## Worked problem: fractional 5p holes in platinum and the straight-line test of spin-LDA

An atom with a non-integer number of electrons can be defined as a statistical mixture of integer states. The exact ground-state energy of such a mixture is the weighted mean of the energies mixed. It therefore runs in straight lines between integer charges and stays constant when degenerate spin states are mixed. Together these two requirements are the flat-plane condition. The table allows a scalar-relativistic spin-LDA atom to be held against them.

Spin-polarised, scalar-relativistic all-electron LDA (Slater exchange, VWN5 correlation) for spherical Pt ions with a point nucleus, Quantum ESPRESSO 7.5 (ld1.x). Occupations and eigenvalues are those of 5p in [Kr] 4d¹⁰ 4f¹⁴ 5s² 5pⁿ 5d⁷, from Pt³⁺ (n = 6) to Pt⁵⁺ (n = 4); 5d is held at equal spin-up and spin-down occupations. Energies are relative to n = 6.

| spin up occupation (electrons) | spin down occupation (electrons) | energy less that of the fullest case (eV) | spin up eigenvalue (eV) | spin down eigenvalue (eV) |
| --- | --- | --- | --- | --- |
| 2.000 | 2.000 | 216.43 | -126.07 | -126.07 |
| 2.500 | 2.000 | 155.66 | -117.23 | -116.78 |
| 2.500 | 2.500 | 99.483 | -108.15 | -108.15 |
| 3.000 | 2.000 | 99.265 | -108.58 | -107.71 |
| 3.000 | 2.500 | 47.565 | -99.736 | -99.309 |
| 3.000 | 3.000 | 0 | -91.159 | -91.159 |

A row is written n↑/n↓, its spin-up and spin-down 5p occupations. E is the energy less that of the fullest case, and ε↑ and ε↓ are the two 5p eigenvalues. Janak's theorem, ∂E/∂nσ = εσ, links them.

### (a) What state is each row in, and how does E behave as charge is removed?

**Solution.** All other occupations stay fixed, so each missing 5p electron raises the charge. Only 3/3 is Pt³⁺; 3/2 and 2.5/2.5 are Pt⁴⁺, 2/2 is Pt⁵⁺, and 3/2.5 and 2.5/2 carry half-integer charge. E is therefore mainly a removal energy, and only the two Pt⁴⁺ rows isolate spin. The holes are inner-shell holes: in the 2.5/2 run the occupied 5d level lies 54.8 eV above 5p. Since the flat-plane condition is a theorem about ground states, it serves here as a yardstick for mixtures of hole configurations and not as a strict test.

Row 3/2.5 stands for an equal mixture of 3/3 and 3/2, so on a straight line its energy would be 99.265/2 = 49.633 eV. The table gives 47.565 eV, which is 2.068 eV below the chord. The first half-electron comes out too cheaply and the second half too dearly. A convex curve of this kind is the mark of delocalisation error: fractional charge is too stable relative to the integer states on either side.

The next electron behaves the same way, with 2.5/2 lying 2.19 eV below the chord from 3/2 to 2/2. This sag refers to that chord alone. Row 2/2 is a spherical, spin-balanced p⁴ shell, which is no single term, and Hund's rule favours the arrangement with two parallel holes.

The eigenvalues show the same failure without any subtraction of energies. On a straight line the slope is constant, so ε↓ would stay at minus the removal energy all the way from 3/3 to 3/2. It drifts instead from −91.159 to −107.71 eV. Relative to the removal energy, −ε↓ is 8.2% too small at the start and 8.5% too large at the end. An LDA eigenvalue at integer filling is thus a poor removal energy for this shell, and the eigenvalue at half removal (Slater's transition state) is close to it on both paths.

One estimate without fitted constants ties the sag to the drift. Let t be the fraction of the electron removed and let −ε grow linearly, −ε(t) = −ε(0) + A·t, where A is the drift per electron of the eigenvalue of the spin being emptied. Janak's theorem then gives E(t) = E(0) − ε(0)·t + A·t²/2. The chord at t = ½ contains A/4 from the quadratic term and the curve contains A/8, so the sag is A/8 − A/4 = −A/8. For the first electron:

A = 107.71 − 91.159 = 16.551 eV per electron, and −A/8 = −2.069 eV.

This agrees with the sag found from the energies to within the rounding of the table. So does the estimate for the second electron, −2.186 eV from A = 17.49 eV per electron. Janak's theorem belongs to the method itself, and the −A/8 rule stays exact when E also contains a t³ term, so the agreement shows only that E is smooth in the occupation; the nearly equal halves of the first drift, 8.150 and 8.401 eV, show that it is close to quadratic. That smoothness is the failure to be explained.

### (b) Compare the two Pt⁴⁺ rows and examine the slope of E at 3/2. Why do both tests fail?

**Solution.** With the 5d occupations held equal for the two spins, 3/2 and 2/3 are degenerate by symmetry, and 2.5/2.5 is their equal mixture. It should have the energy of 3/2, but it lies 99.483 − 99.265 = 0.218 eV higher. This is static-correlation error: the fractional-spin state is penalised. It has the opposite sign to the charge sag and about a tenth of its size.

The same estimate covers it. Moving a fraction t of an electron from up to down gives dE/dt = ε↓ − ε↑, the spin splitting. This equals 0.870 eV at 3/2 and vanishes at 2.5/2.5, where t = ½. The rows with half an unpaired electron show about half that splitting, which supports a linear fall, and the area under the line is ½ × ½ × 0.870 = 0.218 eV. On a flat plane this slope would be zero inside the segment.

The slope along charge fails in a matching way. The second removal costs 216.43 − 99.265 = 117.165 eV, which is 17.90 eV more than the first. Two straight lines through these LDA corner energies would need the whole difference as a sudden change of slope at 3/2. The calculation has there only the gap between ε↓, the slope on the fuller side, and ε↑, the slope on the emptier side.

That gap is again the 0.870 eV splitting, 4.9% of the required kink. The remaining 17.03 eV matches the mean of the two drifts, 17.02 eV per electron, as it must for a nearly quadratic E. The numbers thus show that the energy steps between integer charges are delivered as continuous curvature in place of a kink.

Theory gives the reason in the Hartree energy, which is quadratic in the density. Adding a fraction of a 5p electron adds a term in the square of that fraction, because the fraction repels its own charge cloud. In a true mixture the electron is either wholly present or wholly absent, and no such term arises. The exact exchange-correlation energy must cancel this curvature between integers and restore it as a jump at the integer, the derivative discontinuity. LDA is a smooth function of the local spin densities and has no knowledge of where the electron count passes an integer.

The size of A fits this picture. The bare repulsion between two electrons in the spherical 5p density is the average of 1/r for the outer of the two, so it cannot exceed ⟨1/r⟩ of the orbital. The 2.5/2 run gives ⟨1/r⟩ = 1.239 bohr⁻¹, or 33.7 eV, and A on that path is 0.52 of this bound. Contraction of the other shells around the hole screens the bare value, but a bound does not say by how much.

How much LDA distinguishes an electron from its neighbours can be read from the two eigenvalue columns. Removing the down electron lowers ε↑ by B = 17.421 eV, the response of opposite-spin electrons, and lowers ε↓ by A = 16.551 eV. The same-spin response is only 5.0% smaller, whereas a straight line needs A = 0. Because the two eigenvalues start equal at 3/3, B − A is the splitting at 3/2 by construction. The small kink, the spin penalty and the weak cancellation are therefore one number seen three ways.

The form of local exchange argues why the cancellation is weak. The exchange potential for spin σ goes as ρσ^(1/3), so a change δρσ alters it by the fraction δρσ/(3ρσ). One 5p electron, spread over three orbitals, is a modest part of the same-spin density in a region shared with 5s, 5d and 4f electrons, so that fraction is small. The exchange energy, negative and growing as ρσ^(4/3), is also lower for unequal spin densities than for equal ones of the same sum. An evenly mixed spin state loses this gain, which gives the positive sign of the spin error.

This reasoning indicates what neighbouring series would do. A scan of the more diffuse 5d shell has a smaller bare self-repulsion and should sag less, and a deeper, more compact shell should sag more, though screening will change as well. Hartree–Fock, for a hole in one orbital, cancels the self-repulsion exactly, and orbital relaxation then bends the curve above the chord. In a spherical scan like this one the hole is shared among three orbitals, so exact exchange cancels only (F⁰ + ⅖F²)/3 of the repulsion F⁰, where F⁰ and F² are the Slater integrals of the shell. Hartree–Fock is then expected to sag below the chord as well, and a fair comparison needs the hole in one orbital. With a single functional in the table, assigning the curvature to LDA rests on these arguments and not on a comparison of columns.

### (c) How far can the eigenvalues themselves be trusted?

**Solution.** Janak's theorem can be checked more sharply by integrating −ε over each path with Simpson's rule, which uses both ends and the midpoint. For the first electron:

(91.159 + 4 × 99.309 + 107.71)/6 = 99.351 eV.

This exceeds the removal energy by 0.086 eV. The excess is 0.097 eV for the second electron and 0.090 eV per electron along the equal-spin rows, against a rounding of at most 0.005 eV per entry. Eigenvalues and energy differences are thus inconsistent by just under 0.1% of the removal energy, with the same sign on all three paths.

The transition-state value hides part of this. At 3/2.5, −ε↓ is only 0.044 eV above the removal energy. The drift steepens along the path, 8.150 eV in the first half and 8.401 eV in the second, so the midpoint lies below the average of −ε and the two deviations partly cancel. An offset that is nearly constant per electron is linear in t and drops out of a difference from a chord, which is why the estimates in (a) and (b) are unharmed. Simpson's rule is exact for an ε up to cubic in t and the drift is nearly linear, so truncation is an unlikely source, and the converged non-relativistic Kohn-Sham equations obey Janak's theorem exactly. The likely cause, not tested in this table, is that the scalar-relativistic equations are not strictly stationary with respect to the energy expression used; a non-relativistic scan would show whether the offset vanishes.

Two settings limit how far the spin results describe a real ion, whatever the functional. Scalar relativity leaves out the 5p spin-orbit splitting, over 10 eV in platinum as a rough recalled size, far larger than the exchange splitting computed here. A real 5p hole is classified by j = 1/2 or 3/2, so ε↑ and ε↓ are not observable levels, and removal energies from this table are averages over the two.

The second setting is the 5d⁷ shell, held with equal up and down occupations. Its 0.338 eV splitting in the 2.5/2 run is induced by the 5p moment and is not a moment of its own. A real d⁷ ion has unpaired electrons, and their exchange with the hole would make 3/2 and 2/3 differ in energy. The degeneracy used in (b) is thus created by this setting. With a polarised d shell the test would be made against the sloping chord from 3/2 to 2/3, and since the curvature comes from exchange within 5p, a penalty of similar size is to be expected there.
